Scalar-relativistic PBE calculations with Ansatz 0.2.0 (plane waves, PAW) on a randomly distorted 4-atom cell of Ga3Sb, without spin polarisation, with an 8×8×10 k mesh and 0.1 eV Gaussian smearing. The reference is a 600 eV cutoff at the same fixed atoms. Energies are for zero smearing; pressure is positive in compression and corrected for the finite cutoff; force changes are by component.

```
wave cutoff (eV)  energy less reference (meV/atom)  pressure less reference (GPa)  largest force change (eV/Å)  plane waves at gamma
             200                              8690                           2.45                        0.371                   571
             250                              1200                          0.622                        0.102                   825
             300                               106                          0.068                       0.0171                  1043
             350                              6.08                          0.028                      0.00193                  1347
             420                              1.39                          0.002                      0.00021                  1757
```

At a wave cutoff of 300 eV, the total energy of this cell is still wrong by about 0.1 eV per atom, while no force component has changed by more than 0.02 eV/Å. At 200 eV, the energy error is nearly 9 eV per atom and the forces fail too. All errors are taken against the same calculation at 600 eV, itself a finite cutoff. The cell is a randomly distorted one, not a relaxed phase, so its forces are not zero. Whether a run is usable depends on the quantity wanted from it: at 300 eV the force changes stay within about 5 % of the largest reference force, while the total energy cannot be set against a converged one.

The cutoff sets the shortest wave from which the electron states are built. Smooth bonding states need only long waves, but a compact shell close to a nucleus needs short ones. The 54 electrons treated in the cell include the Ga 3d and Sb 4d shells, and these compact shells are the likely cause of the large energy errors, though no run here isolates it. Ga 3d is the more likely culprit, since no inner d shell keeps it away from the nucleus, but the table does not separate the two elements. The cutoff for the density rises along with that for the waves, so a part of the error may come from there.

An error that sits inside the atoms hardly notices where the atoms are. The forces show this, because a force is minus the slope of the energy with position, so a force change gives the slope of the energy error, again with a minus sign. At 300 eV, moving one atom by 0.1 Å along the axis with the largest force change alters the error, to first order and in size, by

0.0171 eV/Å × 0.1 Å ≈ 0.002 eV,

against an error of 0.106 eV for every atom in the cell. Most of the error should thus cancel between similar structures computed at the same cutoff. It does not cancel between different cutoffs: setting a 300 eV energy against a 350 eV energy brings in a false difference of 0.1 eV per atom.

This tolerance has an end. At 200 eV the largest force change, 0.371 eV/Å, exceeds every force component of the reference, and four of the twelve components change sign, among them the y force on the fourth atom, which is 0.30 eV/Å in the reference. At 250 eV the largest change is still 30 % of the largest reference force. A relaxation run at 200 eV from this cell would begin by pushing some atoms in wrong directions.

Pressure hides a different trap. When the cell expands with a fixed set of waves, every wave is stretched and the effective cutoff drops as V^(−2/3), where V is the volume per atom. The energy rises for that reason alone, and an uncorrected stress counts this rise as a real resistance to expansion. The false contribution, known as Pulay stress, is

P = (2/3) (E_cut / V) (dE/dE_cut),

with E_cut the wave cutoff and E the energy per atom. Between 250 and 300 eV the mean slope is (0.106 − 1.200)/50 = −0.0219 eV per eV. With the middle cutoff of 275 eV and V = 22.39 Å³ this gives

P ≈ (2/3) × (275/22.39) × (−0.0219) ≈ −0.18 eV/Å³ ≈ −29 GPa.

The minus sign means that an uncorrected relaxation would shrink the cell too far. The energy curve bends strongly within the interval, so only the order of magnitude, tens of GPa, deserves trust. The pressures in the table are already corrected for this effect, and their errors at these two cutoffs are below 1 GPa. The uncorrected values are not given, so the estimate cannot be checked against them.

A small pressure error can still mislead, because pressure is an average over three directions. At 300 eV the errors of the three diagonal stresses are +0.15, +0.10 and −0.05 GPa, which average to only 0.07 GPa. Energy behaves more simply: it falls at every step here, as the variational principle leads one to expect when waves are added. Forces and stresses have no such one-sided bound and can pass through the right value on their way to convergence.

The failure can be recognised without a converged reference by raising the cutoff one step and repeating the run. In this table each step removes between 77 and 94 % of the energy error that was there before, so the fall in energy is a fair measure of how wrong the lower run was. The program also warns that the cutoff is below its recommended value in the runs from 200 to 350 eV, but not at 420 eV. The printed output below lists the energy steps, the largest force changes, two force components of the fourth atom and the errors of the diagonal stresses.

In practice, the test should be made on the quantity that will be used. For energy differences, keep one cutoff throughout and check that the difference itself stops moving. For relaxations, compare the force changes with the force at which the relaxation is to stop, and look at the separate stress components as well as the pressure. If the cell is to change shape or volume, find out first whether the program corrects its stress for the finite cutoff.

The analysis program printed:

```
Step up to this cutoff from the row before:
  row  energy fall meV/atom  share of earlier error removed %  error shrinks by factor  estimated uncorrected pressure error GPa
  250                  7490                             86.19                    7.242                                    -160.8
  300                  1094                             91.17                    11.32                                     -28.7
  350                 99.92                             94.26                    17.43                                    -3.098
  420                  4.69                             77.14                    4.374                                    -0.123
Forces:
  row  largest change in % of largest reference force  y force on atom 4 eV/A  z force on atom 4 eV/A  z force in % of reference  error change for 0.1 A meV  same in % of energy error per atom
  200                                           109.4                -0.01948                 -0.4785                      444.7                        37.1                              0.4269
  250                                           30.06                  0.3455                 -0.2092                      194.3                        10.2                                0.85
  300                                            5.04                  0.3128                -0.09048                      84.08                        1.71                               1.613
  350                                          0.5689                  0.2978                 -0.1077                      100.1                       0.193                               3.174
  420                                          0.0619                  0.2998                 -0.1078                      100.2                       0.021                               1.511
Diagonal stress errors:
  row    xx GPa    yy GPa    zz GPa  mean size GPa
  200    0.9048      2.45      3.99          2.448
  250    0.5113    0.7325     0.622         0.6219
  300    0.1526    0.1027  -0.05286         0.1027
  350   0.02087   0.02301   0.04036        0.02808
  420  0.001625  0.001991   0.00187       0.001829
Reference y force on atom 4, eV/A: 0.2997
Reference z force on atom 4, eV/A: -0.1076
Pressure error at 300 eV over that at 350 eV: 2.429
Force change at 300 eV over that at 350 eV: 8.86
Plane waves at 420 eV over those at 200 eV: 3.077
Electrons in the cell with Ga 3d and Sb 4d in the valence: 54
```
